Squeeze or stretch a crystal and its band gap moves, because the energy of an electron depends on how far away the neighbouring atoms sit. For barium zirconate, BaZrO₃, the table follows this from a compressed to a stretched cell. In the hydrostatic rows all three axes are strained alike; in the epitaxial ones two axes are held, as in a film clamped to its substrate, and the third is free. Two results are left open, those for hydrostatic stretching by 3 and 4 %. How large is the gap there, and is it direct or indirect?

Band gaps of cubic perovskite BaZrO₃ (5-atom cell, a = 4.205 Å unstrained) under strain, from Ansatz 0.2.0 with r2SCAN and spin–orbit coupling, plane-wave PAW, a 500 eV cutoff and a 6×6×6 k mesh. Strain is per length and applied to the cell relaxed with r2SCAN, from which changes are counted; epitaxial cells are also relaxed along the normal.

```csv
strain kind,strain (%),band gap (eV),band gap change (eV),least direct gap change (eV),gap kind
epitaxial xy,-4,3.683,-0.017,-0.096,indirect
epitaxial xy,-3,3.692,-0.008,-0.062,indirect
epitaxial xy,-2,3.699,-0.001,-0.034,indirect
epitaxial xy,-1,3.703,0.003,-0.014,indirect
epitaxial xy,1,3.623,-0.077,-0.063,indirect
epitaxial xy,2,3.541,-0.159,-0.133,indirect
epitaxial xy,3,3.461,-0.239,-0.204,indirect
epitaxial xy,4,3.383,-0.317,-0.274,indirect
hydrostatic,-4,3.983,0.283,0.090,direct
hydrostatic,-3,3.929,0.229,0.085,indirect
hydrostatic,-2,3.855,0.155,0.068,indirect
hydrostatic,-1,3.778,0.078,0.039,indirect
hydrostatic,1,3.619,-0.081,-0.047,indirect
hydrostatic,2,3.537,-0.163,-0.102,indirect
hydrostatic,3,?,?,?,?
hydrostatic,4,?,?,?,?
```

Strain is counted per length, so 1 % of hydrostatic strain changes the volume by about 3 %. The band gap is the energy between the highest filled and the lowest empty state, and the band gap change is measured from the unstrained cell. An indirect gap joins states of different wave vector. The least direct gap is the smallest one at a single wave vector.

Along the known hydrostatic rows the gap shrinks at every step towards larger cells. Between −3 and +2 % the size of the change, divided by that of the strain, grows steadily from 0.076 to 0.082 eV per percent. The gap therefore closes a little faster as the crystal expands. Both the direction and this slight bend need a reason before the series can be continued.

In the standard picture of such oxides the highest filled states belong mainly to oxygen 2p and the lowest empty ones to zirconium 4d. Crossing the gap thus moves an electron from an anion to a cation. The simplest analogue is a single ion pair, M⁺X⁻, in which the same move destroys the attraction between the two charges. The cost includes that lost attraction, which varies as one over the distance, so pulling the ions apart makes the transfer cheaper. The crystal adds many more neighbours and screening, so the pair gives the direction of the effect but not its size.

An ion pair also has no bands, and bands bring in an opposing effect. When atoms approach, their orbitals overlap more and the bands broaden, which tends to bring the filled and empty edges closer together, though not necessarily by moving both. Mixing between filled and empty states would do the opposite and push them apart. The lowest empty state should be spared this push, because it lies at Γ, the centre of the Brillouin zone, where the symmetry of the cubic crystal keeps zirconium 4d from mixing with oxygen 2p. In this picture compression opens the gap through the charges and partly closes it again through the overlap. Overlap fades quickly with distance, so in a stretched crystal it counteracts the closing less and less. This would explain why the gap falls faster per percent on the expanded side.

A simple model puts the two effects side by side. With $x$ the length of the strained cell relative to the unstrained one, the gap change is

$$\Delta E = A\left(\frac{1}{x}-1\right)+B\left(\frac{1}{x^4}-1\right).$$

The first term stands for the charges; the second, steeper one stands for the overlap, and its fourth power is a rounded choice. The two constants were fitted to the five hydrostatic rows from −3 to +2 %. They can trade against each other, so neither measures the strength of one effect on its own.

The row at −4 % was left out because its gap is of another kind. In the unstrained crystal the highest filled state lies at R, a corner of the Brillouin zone, and the lowest empty one at Γ. The least direct gap, at Γ, is then 0.193 eV larger than the band gap. Compression shrinks this difference until it vanishes at −4 %, where the gap is direct. There the filled state at Γ has overtaken the one at R, so both edges lie at Γ.

The epitaxial rows also need separate treatment, because they change the shape of the cell as well as its volume. At −4 % the fitted curve gives an opening of 0.15 eV for a cubic cell of the same volume, yet the actual gap is 0.017 eV smaller than without strain. At +4 % the same curve gives a closing of 0.16 eV, and the actual one is about twice that. The change of shape thus lowers the gap by a similar amount for either sign of strain.

Symmetry offers a reason. In the cubic crystal several states share each band edge, apart from a small spin–orbit splitting. A tetragonal distortion of either sign separates them, so that an empty state can move down and a filled one up. The band edges in the raw outputs point to both. The film stretched by 4 % has almost the same volume as the cell stretched by 2 % along all three axes, yet its lowest empty state lies about 0.13 eV lower and its highest filled one about 0.03 eV higher. Two separate cells share no exact zero of energy, so this division is only a guide. Hydrostatic strain keeps the cell cubic, and the forecast needs no such term.

The estimate for +4 % can be done by hand. With $x=1.04$ the two brackets are −0.0385 and −0.1452, and the fit gives $A=19.92$ eV and $B=-2.988$ eV:

$$\Delta E \approx 19.92\times(-0.0385)+2.988\times 0.1452 \approx -0.33\ \text{eV}.$$

The two terms partly cancel, and the fit can trade one against the other, so only their sum should be trusted.

Added to the unstrained gap of 3.700 eV, the model gives 3.453 ± 0.010 eV at +3 % and 3.368 ± 0.020 eV at +4 %. The fall thus continues at slightly more than 0.08 eV per percent. The error bars are judgements that leave room for a bend not yet visible in the known rows; they are not statistical limits. The main risk is that a state at another wave vector takes over one of the edges.

The same formula, fitted separately to the six known hydrostatic rows of the direct gap, tells which kind of gap to expect. It predicts direct gap changes of −0.166 and −0.236 eV, with the same error bars. The direct gap then stays well above the band gap and draws slowly further away from it. Both cells should therefore have an indirect gap.

A simpler rule could compete with this forecast. A constant deformation potential makes the gap change proportional to the logarithm of the volume ratio. Fitted to the same five rows, it predicts a weaker closing, by 0.229 eV at +3 % and 0.304 eV at +4 %. The open rows can decide between the two.

The withheld rows as computed:

```csv
strain kind,strain (%),band gap (eV),band gap change (eV),least direct gap change (eV),gap kind
hydrostatic,3,3.453,-0.247,-0.163,indirect
hydrostatic,4,3.368,-0.332,-0.229,indirect
```

Both band gaps agree with the two-term forecast to the last digit of the table, and both are indirect. The error bars were wider than this case needed. The gap went on shifting smoothly. The raw outputs still place the highest filled state at R in both cells, and nothing suggests that the empty edge has left Γ. The agreement shows that the curve continues the calculated series well; it does not measure how close the calculation comes to a real crystal.

The direct gap is a less perfect hit. The model made it fall too far, by 0.003 eV at +3 % and 0.007 eV at +4 %, still within the error bars. Its curve bends more strongly than that of the band gap, so the choice of the fourth power matters more. A likely reason for the miss is that the true bend fades faster on expansion than this power allows, but no other power was tried.

The constant deformation potential underestimates the closing by 0.018 eV at +3 % and 0.028 eV at +4 %. It fails in the direction that the known rows had already indicated, since they showed the closing gather pace while this rule lets it slacken. For a strain of 1 % the difference hardly matters. For stretching by several percent the bend is worth including.

The success supports the bend, but it does not prove the two causes behind it. Another smooth curve with the same slope and bend would have landed close to the same values. That charges and overlap pull in opposite directions here is an assumption of the simple picture, not a result of these calculations. A direct test would need the positions of the individual levels and their orbital character.

For a related oxide, the first thing to ask is where the two edges live. If the filled edge belongs to the anion and the empty one to the cation, the charges favour a smaller gap on expansion, while overlap can weaken that trend, reinforce it or even reverse it, depending on which states mix. The second question is whether the strain also changes the shape, because this can split the edges and lower the gap for either sign. In the present table the effects of volume and shape nearly cancel in a compressed film, so its gap hardly changes. In a stretched film they add up, and the gap closes quickly.

These numbers hold for a crystal whose oxygen octahedra stay untilted and whose ions stay centred, since the small cell and its symmetry allow nothing else. Large strains can favour such distortions in a real perovskite, and they would shift the gap as well. The level of theory also tends to give gaps that are too small, so the changes are a safer guide than the absolute values. The fits and the row-by-row comparison are printed below.

Numerical output:

```
fit of band_gap_change on 5 rows (edge): coefficient of inv1 19.92 +/- 0.33, coefficient of inv4 -2.988 +/- 0.08; rms 0.000332, worst hydrostatic 0.000631, leave-one-out rms 0.000419
  rows outside the fit (model, value, miss): epitaxial xy 0.1479, -0.017, 0.165; epitaxial xy 0.1125, -0.008, 0.12; epitaxial xy 0.07608, -0.001, 0.0771; epitaxial xy 0.03868, 0.003, 0.0357; epitaxial xy -0.03904, -0.077, 0.038; epitaxial xy -0.07899, -0.159, 0.08; epitaxial xy -0.1205, -0.239, 0.118; epitaxial xy -0.1626, -0.317, 0.154; hydrostatic 0.3, 0.283, 0.017; hydrostatic -0.247, -0.247, 4.47e-05; hydrostatic -0.3323, -0.332, -0.000257
fit of least_direct_gap_change on 6 rows (hyd): coefficient of inv1 37.09 +/- 0.55, coefficient of inv4 -8.201 +/- 0.13; rms 0.00078, worst hydrostatic -0.0013, leave-one-out rms 0.00168
  rows outside the fit (model, value, miss): epitaxial xy 0.06445, -0.096, 0.16; epitaxial xy 0.052, -0.062, 0.114; epitaxial xy 0.03714, -0.034, 0.0711; epitaxial xy 0.01985, -0.014, 0.0339; epitaxial xy -0.02193, -0.063, 0.0411; epitaxial xy -0.0462, -0.133, 0.0868; epitaxial xy -0.07326, -0.204, 0.131; epitaxial xy -0.1025, -0.274, 0.172; hydrostatic -0.1658, -0.163, -0.00279; hydrostatic -0.2358, -0.229, -0.00681
Forecast band gap at +3 and +4 % hydrostatic (eV): hydrostatic 3.453, hydrostatic 3.368
Error bar of the forecasts at +3 and +4 % (eV): hydrostatic 0.01, hydrostatic 0.02
Computed band gap at +3 and +4 % (eV): hydrostatic 3.453, hydrostatic 3.368
Rival forecast of gap change at +3 and +4 %, constant deformation potential (eV): hydrostatic -0.2288, hydrostatic -0.3036
Rival forecast less computed gap change at +3 and +4 % (eV): hydrostatic 0.0182, hydrostatic 0.02841
Forecast direct gap less band gap at +3 and +4 % (eV): hydrostatic 0.2739, hydrostatic 0.2892
Direct gap less band gap, hydrostatic rows from -4 to +4 % (eV): hydrostatic -0.000273, hydrostatic 0.04873, hydrostatic 0.1057, hydrostatic 0.1537, hydrostatic 0.2267, hydrostatic 0.2537, hydrostatic 0.2767, hydrostatic 0.2957
Gap change per percent strain, known hydrostatic rows from -3 to +2 % (eV): hydrostatic -0.07633, hydrostatic -0.0775, hydrostatic -0.078, hydrostatic -0.081, hydrostatic -0.0815
Volume change of epitaxial rows from -4 to +4 % (%): epitaxial xy -5.607, epitaxial xy -4.256, epitaxial xy -2.873, epitaxial xy -1.458, epitaxial xy 1.468, epitaxial xy 2.969, epitaxial xy 4.527, epitaxial xy 6.107
Gap change expected from volume alone, epitaxial rows (eV): epitaxial xy 0.1479, epitaxial xy 0.1125, epitaxial xy 0.07608, epitaxial xy 0.03868, epitaxial xy -0.03904, epitaxial xy -0.07899, epitaxial xy -0.1205, epitaxial xy -0.1626
Remainder left to the tetragonal shape, epitaxial rows (eV): epitaxial xy -0.1649, epitaxial xy -0.1205, epitaxial xy -0.07708, epitaxial xy -0.03568, epitaxial xy -0.03796, epitaxial xy -0.08001, epitaxial xy -0.1185, epitaxial xy -0.1544
```
